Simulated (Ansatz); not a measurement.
Clean, relaxed (001) surface of Lu, space group P6_3/mmc (No. 194) (top face towards +c; held atoms: 1, 2):

```
Lu
1.0
     3.50484    0.00000    0.00000
    -1.75242    3.03528    0.00000
     0.00000    0.00000   25.17624
Lu
4
Direct
  0.33333 0.66667 0.33762
  0.66667 0.33333 0.44587
  0.33333 0.66667 0.55534
  0.66667 0.33333 0.66260
```

Theory: Ansatz, DFT r2SCAN, scalar-relativistic, plane waves, PAW. Settings: cutoff 500 eV, Γ-centred mesh 9×9×1 on the computed 4-atom cell, Gaussian smearing of 0.10 eV; no spin polarisation. The cell repeats along c with a dipole correction in the vacuum.

Li (atom) is adsorbed on the top face, one adsorbate per 10.6 Å², and relaxed from 2 starting sites (fractions of a and b). The adsorption energy is E(slab + adsorbate) − E(slab) − E(free adsorbate, spin-polarised where open-shell). Heights count from the highest slab atom after relaxation. Δφ is the top face's. Δp counts per cell along +c. Bonded neighbours lie within 1.25 times the sum of covalent radii. With the adsorbate the cell is lengthened along c to keep the vacuum.

```tsv
start	ends at	E_ads (eV)	height (Å)	shortest contact	Δφ (eV)	Δp (e·Å)
top (Lu) at (0.67, 0.33)	(0.67, 0.33), 1 bonded neighbour	-1.73	2.93	Li–Lu 2.93 Å	-0.96	+0.060
hollow (Lu-Lu-Lu) at (0.00, 0.00)	(0.00, 0.00), 3 bonded neighbours	-1.97	2.58	Li–Lu 3.28 Å	-0.89	+0.055
```

The lowest end comes from the hollow (Lu-Lu-Lu) at (0.00, 0.00) start.

Each end is the local minimum or symmetric point that its start leads to. On a slab this thin, differences under about 0.1 eV aren't settled.

Spin-orbit coupling is left out, which matters for the bands of heavy elements.

For the lowest end the change of work function follows from the dipole (Helmholtz): Δφ = −(e/ε0)·Δp/A = −180.95 V·Å × (+0.055 e·Å) / 10.6 Å² = -0.94 eV, against -0.89 eV computed; strictly the dipole sets the difference between the two faces. The added dipole points out of the slab (positive end outward), which lowers the work function.

Li binds more strongly in the threefold hollow than atop Lu, -1.97 against -1.73 eV, even though its shortest contact is longer there. This is the usual balance for a metallic adsorbate: the diffuse Li 2s orbital gains more from overlapping with several Lu atoms than from one short contact, and each individual bond weakens and lengthens as the coordination rises.

The lower work function fits an electropositive adsorbate whose valence charge shifts towards the surface. The dipole is slightly larger atop, where Li sits higher, which suggests a greater charge separation distance rather than more charge transfer. With a Li atom in every surface cell, neighbouring dipoles depolarise one another, and Li–Li metallic bonding probably contributes to the adsorption energy. The values therefore describe a dense Li layer, not an isolated adatom or a pure Li–Lu bond strength.

The hollow directly above a second-layer Lu atom was not among the starting sites, so the preference for hollow over atop doesn't establish which hollow is favoured.
